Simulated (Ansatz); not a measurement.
**Ligand exchange: CH3F + GeH2(CH3)(SH) → CH4S + GeH2(CH3)F**

Species: CH3F (fluoromethane) `CF`, singlet; GeH2(CH3)(SH), singlet; CH4S (methanethiol) `CS`, singlet; GeH2(CH3)F, singlet. The partners trade F for SH: C–F and Ge–SH bonds give way to C–SH and Ge–F.

Shapes, held fixed at every level: PBE0-D4/def2-TZVP. Flexible molecules stand in one conformer, not always the lowest. Programs: Ansatz 0.2.0. The zero-point and thermal change to 298 K, harmonic and unscaled (PBE0-D4/def2-TZVP), is -1.9 kJ/mol.

Problem. Estimate ΔH(298 K) of this reaction.

Solution. The highest level, CCSD(T)/def2-TZVPP, gives ΔH(298 K) = -55.3 kJ/mol; the levels span -58.3 to -50.4. The column of differences is taken from that level and isn't an error. No measured value is set beside it here. Relativity is left out for Ge. Outer-core shells of Ge are correlated in most correlated rows, in sets that cover them unevenly.

```
                level                    kind  ΔH(298 K) (kJ/mol)  less CCSD(T)/def2-TZVPP
        HF/def2-TZVPP            Hartree–Fock               -56.5                     -1.2
     SPW92/def2-TZVPP                     LDA               -50.4                     +4.9
r2SCAN0-D4/def2-TZVPP           global hybrid               -53.9                     +1.4
   wB97M-V/def2-TZVPP  range-separated hybrid               -56.7                     -1.4
   wB97X-V/def2-TZVPP  range-separated hybrid               -57.2                     -1.9
         MP2/def2-SVP     perturbation theory               -58.3                     -3.0
        CCSD/def2-SVP   coupled cluster or CI               -53.0                     +2.3
   CCSD(T)/def2-TZVPP   coupled cluster or CI               -55.3                      0.0
```

Every level makes the exchange clearly exothermic, with fluorine preferring germanium and the SH group going to carbon. The thermal term of -1.9 kJ/mol is small, so the preference is essentially electronic. Its main source is probably bond polarity: germanium is more electropositive than carbon, so replacing sulfur by the more electronegative fluorine brings a larger ionic stabilisation at germanium than is lost at carbon. Donation from fluorine lone pairs into antibonding orbitals at germanium may add to this, but reaction enthalpies alone can't separate the two contributions.

Bond count and electron pairing are conserved, which favours cancellation of correlation errors and explains how Hartree–Fock can come within 1.2 kJ/mol of the highest level. That closeness doesn't imply accurate individual bond energies. LDA gives the least exothermic value, while MP2 and CCSD in the same small basis fall on opposite sides of the reference, so basis size alone can't account for their deviations. The exothermicity says nothing about the barrier to exchange.
